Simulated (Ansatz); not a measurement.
## A series in wave cutoff on LiCd

One setting of a density functional single point varied, free energy counted from the run at the reference value, pressure positive in compression; periodic cell, basis, potentials, k mesh and filling as listed. The results are calculated, by Ansatz 0.2.0.

Structure of every row (space group Fd-3m, No. 227):
```
CELL_PARAMETERS angstrom
0.00000 3.33240 3.33240
3.33240 0.00000 3.33240
3.33240 3.33240 0.00000
ATOMIC_POSITIONS crystal
Li 0.25000 0.25000 0.25000
Li 0.00000 0.00000 0.00000
Cd 0.75000 0.75000 0.75000
Cd 0.50000 0.50000 0.50000
```

Settings of every row: functional PBEsol; dispersion none; potentials PAW; k mesh 4x4x4; k shift 0x0x0; occupations fermi dirac; smearing width 0.01 eV; spin none; varied setting wave cutoff; reference wave cutoff 450 eV.

Limits: coarse k mesh, up to 40 meV an atom off; cutoff under the advised one; the cell comes from a prototype or a list of computed structures and needn't be the stable phase.

| row | wave cutoff (eV) | energy less reference (meV/atom) |
| --- | --- | --- |
| 1 | 250 | 801.14 |
| 2 | 300 | 66.39 |
| 3 | 350 | ? |
| 4 | 400 | 0.53 |
| 5 | 450 | 0 |

Question: what energy less reference should row 3 give?

Worked fit of energy less reference. Measure energy less reference from the row at the highest cutoff, 0.00 meV/atom, and take the logarithm of what remains: 250 → 6.69, 300 → 4.20, 400 → -0.63. A straight line through these is ln|rest| = 18.848 − 0.04873 × cutoff, so the rest falls by a factor of e every 20.5 eV; from 3 rows that is a rough guide, not a law, and the row at the highest cutoff isn't the limit itself. At 350 eV the line gives ln|rest| = 1.792, a rest of 6.00 meV/atom, and so 0.00 + 6.00 = 6.00 meV/atom.

The calculation gave 2.56 meV/atom. The fit lies 3.44 meV/atom (130 % of the value, 0.43 % of the column's range) above it; its largest miss of a shown row is 16.28 meV/atom.
